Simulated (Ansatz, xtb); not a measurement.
# Relative energy of two isomers of C6H11B

Structure I is `CBC1CC=CC1`, a singlet and structure II is `C=C1CBCCC1`, a singlet. Both are isolated molecules in the gas phase, relaxed with B3LYP-D3(BJ)/def2-SVP; the shapes shown needn't be the lowest conformers.

I (Å):

```xyz
18

C     2.9263    0.2437    0.9858
C     0.8880    1.7581   -0.0898
C     0.0647    1.9053   -1.4024
C    -1.3603    1.9875   -0.9109
C    -1.4672    1.6465    0.3790
C    -0.1322    1.2759    0.9798
B     2.2943    1.0797   -0.1765
H     4.0234    0.3187    1.0492
H     2.7174   -0.8144    0.7171
H     2.4795    0.4070    1.9788
H     2.9263    1.2185   -1.2049
H     1.1857    2.7928    0.2026
H     0.3755    2.7814   -1.9956
H     0.1884    1.0310   -2.0707
H    -2.2004    2.2463   -1.5609
H    -2.4070    1.5871    0.9344
H    -0.0783    0.1817    1.1435
H     0.0415    1.7349    1.9675
```

II (Å):

```xyz
18

C    -1.6738   -0.8857   -0.8606
C    -0.6733   -0.9732    0.0255
C     0.0956    0.2294    0.5150
C     2.2258   -1.4294    0.6963
C     1.2996   -2.5372    0.1687
C    -0.1721   -2.2977    0.5532
B     1.6500    0.0247    0.6029
H    -2.1952   -1.7771   -1.2215
H    -2.0050    0.0797   -1.2553
H    -0.1421    0.3990    1.5941
H    -0.2076    1.1628    0.0144
H     2.3781    0.9850    0.7256
H     3.2471   -1.5098    0.2867
H     2.3692   -1.5515    1.7953
H     1.3668   -2.5737   -0.9325
H     1.6221   -3.5283    0.5300
H    -0.8029   -3.1193    0.1806
H    -0.2561   -2.3060    1.6578
```

Quicker runs give these differences E(II) − E(I): GFN2-xTB −19.2 kJ/mol; HF/STO-3G −19.1 kJ/mol (at GFN2-xTB geometries); r2SCAN-D4/def2-SVP −26.3 kJ/mol (at GFN2-xTB geometries).

Estimate E(II) − E(I) at the level CCSD(T)/def2-SVP + ΔMP2/def2-TZVPP.

Calculated at CCSD(T)/def2-SVP + ΔMP2/def2-TZVPP: E(II) − E(I) = −20.5 kJ/mol, so structure II lies lower.

The same difference at several levels:

```
                             level               geometry  E(II) − E(I) (kJ/mol)  departure from the last row (kJ/mol)  job, with rough time for the two
                          GFN2-xTB               GFN2-xTB                   −19.2                                  +1.3              optimisation, 0.49 s
                         HF/STO-3G               GFN2-xTB                   −19.1                                  +1.4               single point, 0.4 s
                r2SCAN-D4/def2-SVP               GFN2-xTB                   −26.3                                  −5.9               single point, 4.6 s
             B3LYP-D3(BJ)/def2-SVP  B3LYP-D3(BJ)/def2-SVP                   −27.8                                  −7.3                optimisation, 56 s
                       HF/def2-SVP  B3LYP-D3(BJ)/def2-SVP                   −23.1                                  −2.6           part of the CCSD(T) run
                      MP2/def2-SVP  B3LYP-D3(BJ)/def2-SVP                   −25.3                                  −4.9           part of the CCSD(T) run
                  CCSD(T)/def2-SVP  B3LYP-D3(BJ)/def2-SVP                   −24.7                                  −4.2                      single point
CCSD(T)/def2-SVP + ΔMP2/def2-TZVPP  B3LYP-D3(BJ)/def2-SVP                   −20.5                                                      single point, 99 s
```

As drawn, both hold the same kinds of bond in the same numbers. Structure I has 1 methyl group, II 0. Structure I has a 5-membered ring, II a 6-membered ring.

None of the levels shown reverses the order. The largest departure from CCSD(T)/def2-SVP + ΔMP2/def2-TZVPP is that of B3LYP-D3(BJ)/def2-SVP, 7.3 kJ/mol. The last row adds to CCSD(T) the change of the MP2 difference between the two basis sets, here +4.2 kJ/mol.

With thermal terms from frequencies at re-optimised GFN2-xTB minima (ideal gas, soft modes damped towards free rotors, one conformer each, 298.15 K, 1 atm): on the last row, ΔE + ΔZPE = −16.9, ΔH = −19.0, ΔG = −12.6 kJ/mol.

The correlated steps freeze 7 core orbitals. Codes used: Ansatz 0.2.0, xtb 6.7.1; the last row on 4 threads of Arm Neoverse V1 on a shared host.

The methylene-substituted boracycle II lies below the cyclopentenyl borane I at every level. Both are dialkylboranes with one disubstituted C=C bond, so the preference probably comes mainly from ring strain: cyclopentene keeps some angle and eclipsing strain, which a 6-membered ring containing trigonal boron largely avoids. Boron is also allylic to the double bond in II, and σ(C–B)–π* hyperconjugation may add a little. Hartree–Fock already gives −23.1 kJ/mol in the def2-SVP basis, against −24.7 with CCSD(T), so correlation is not the source of the ordering. The closeness of HF/STO-3G to the final value is therefore likely a cancellation of errors.

The preference shrinks from −19.0 kJ/mol in enthalpy to −12.6 in free energy, as expected when the open B–C rotations and methyl rotor of I are traded for a more rigid ring. Because dialkylboranes readily dimerise through B–H–B bridges, the order found for the monomers need not carry over to the condensed phase.
